Metal atoms gain energy from having neighbours, so the naive rule for nickel is that a structure costs energy according to how many neighbours it lacks. Close-packed structures, with twelve nearest neighbours, should lie lowest, and diamond, with four, should lie far up. Two structures with the same number should lie close together.

Structures of nickel, with cell and atoms relaxed at zero pressure within the starting symmetry; energies are relative to the lowest structure listed. Calculated with Ansatz 0.2.0 using DFT with the r2SCAN functional, plane waves and PAW, scalar-relativistic with collinear spin, a 500 eV wave cutoff and 0.1 eV Gaussian smearing, with energies extrapolated to zero smearing.

| found from | space group number | atoms in cell | volume per atom (Å³) | over lowest (meV/atom) |
| --- | --- | --- | --- | --- |
| La type | 194 | 4 | 10.55 | 0.0 |
| Sm type | 166 | 3 | 10.56 | 3.0 |
| database cell | 229 | 1 | 10.57 | 104.0 |
| Ti type | 191 | 3 | 10.72 | 128.0 |
| W type | 223 | 8 | 10.74 | 156.0 |
| changed type | 69 | 2 | 11.03 | 242.0 |
| changed type | 139 | 2 | 11.52 | 372.0 |
| Sn type | 191 | 1 | 11.46 | 449.0 |
| Ca type | 221 | 1 | 12.25 | 772.0 |
| changed type | 194 | 4 | 13.65 | 1000.0 |
| changed type | 191 | 2 | 14.71 | 1016.0 |
| Si type | 227 | 2 | 15.86 | 1254.0 |

The type names stand for structures, not for other elements. The Sn type is simple hexagonal, the Ca type simple cubic and the Si type diamond, while the database cell is body-centred cubic (bcc). Rows marked "changed type" did not keep the structure they started from, and they are left out of the count below. The column "over lowest" is the energy per atom above the La type, a close-packed stacking. Nickel in nature is face-centred cubic, another close-packed stacking, so the zero marks a close-packed reference and not the ground state. The search for lower electronic states was only light, so any row, the reference included, may not be in its lowest state, and the costs could shift either way.

The first part of the rule holds. From twelve neighbours to eight in the simple hexagonal cell, six in simple cubic and four in diamond, the energy climbs from 0 to 449, 772 and 1254 meV/atom. The last part fails badly. Bcc also has eight nearest neighbours, yet it lies at only 104 meV/atom, which is 345 below simple hexagonal.

**How the cost should grow.** Two limits frame the answer. If every bond were independent of the others, the binding would be proportional to the number of neighbours. If an atom could form only one bond, further neighbours would add nothing. A metal lies between these limits, because its electrons are shared among all the bonds: each new neighbour helps, but less than the one before.

The simplest form of this idea considers the d electrons. An orbital that couples with strength $h$ to each of $Z$ neighbours has levels whose mean square spread is $Zh^2$, so the width of the band grows as $\sqrt{Z}$. At a given filling the binding follows the width. The cost relative to a close-packed structure is then

$$\Delta E(Z) = S\left(1-\sqrt{Z/12}\right),$$

where $S$ sets the energy scale. I take $S$ from the diamond row alone, which is therefore no test of the formula: $S = 1254/(1-\sqrt{4/12}) \approx 2970$ meV/atom. For eight neighbours the estimate is $2970 \times (1-\sqrt{8/12}) \approx 545$ meV/atom.

**Where the count works.** Simple hexagonal and simple cubic were not used to set the scale, and the estimate is too high for both by just under 100 meV/atom. That is about a fifth of the computed cost for the first and an eighth for the second. The count of eight for simple hexagonal assumes that its height and its edge are about equal. The magnetic moments of these two rows and of diamond are not known here, so a magnetic share in their costs cannot be ruled out. The functional r2SCAN is also known to exaggerate the magnetism of metals such as nickel, which could make such a share too large.

An overshoot of this sign is reasonable, because the formula keeps the bond length fixed. In the calculation the nearest distance shrinks from 2.46 Å in the close-packed cell to 2.18 Å in diamond. Atoms with fewer neighbours pull those they have closer and so win back part of the loss. The energy then depends on $Z$ more weakly than the square root says, and a weaker curve tied to the same two ends runs lower between them. This can be only part of the reason, however. Even in the limit of such weakening, where the energy follows the logarithm of $Z$, the curve stays slightly above both computed costs.

**Where it breaks.** For bcc the same estimate of 545 meV/atom is too high by about 440, more than four times the miss of either test row. Part of the reason lies in the word "nearest". In bcc six more atoms sit only 15 % beyond the first eight, whereas in simple cubic the next shell is 41 % farther out. Counting eight cuts through the middle of what is really one group of fourteen.

The six outer atoms are not full neighbours, however. To bring the estimate down to the computed value, they would have to count as about three. Coupling between d orbitals falls off roughly as the fifth power of distance, and the square of the coupling enters the width, so theory credits them with only one or two. The second shell therefore has the right sign but, within this picture, explains only part of the break.

Bonds shorter than in the close-packed cell, which were invoked for the test rows, should lower the cost of bcc too. Another likely source of the rest is the s electrons, which spread through the whole crystal and respond to density more than to single bonds. Bcc is as dense as the close-packed cell to within 0.02 Å³ per atom, while simple hexagonal takes up about 0.9 Å³ more. The table shows this difference in density, but it does not separate the energy of the s electrons from that of the d electrons. This part of the explanation remains a guess.

**What even a full count leaves over.** The omega structure (Ti type) shows the opposite failure. Its atoms have on average twelve close neighbours, so the formula would give no cost at all, yet it lies at 128 meV/atom. Its magnetic moment per atom is almost that of the La type, so the two rows are in comparable magnetic states. Twelve neighbours are evidently not enough; their arrangement matters too.

In omega the close distances range from 2.27 to 2.57 Å, whereas in a close-packed crystal they are nearly equal. Theory adds a second reason. The number of neighbours fixes only the width of the d band, while its shape depends on how the neighbours are connected to one another. Nickel's d band is nearly full, so the energy is sensitive to the shape near the upper edge, where the few empty states lie. How the 128 meV/atom divides between uneven distances and band shape stays open. The W type (the A15 structure), whose atoms have twelve or fourteen close neighbours at uneven distances, breaks the count in the same way at 156 meV/atom.

The two close-packed stackings show the other limit. The La and Sm types have the same number of neighbours at nearly the same distances and differ only in how the layers follow one another. Their energies differ by 3 meV/atom, which is within the 4 meV/atom accuracy of the calculation, so they count as equal.

For a neighbouring case the count thus needs two further questions. First, is there a wide gap behind the nearest shell? If so, the number of neighbours gives a fair first guess of the cost; if not, it may exaggerate the cost badly, as it does for bcc. Second, are the neighbours arranged as in a close-packed crystal? If not, a cost of the order of 100 meV/atom can remain even when none are lacking.

These are energies of cells relaxed within their starting symmetry, so a modest cost does not mean that a structure would survive; bcc nickel is known to give way to shear. For nickel films used as electrical contacts, the order suggests that the grains stay close-packed. What a fault in their cubic stacking costs cannot be read from this table, because that stacking is not listed.
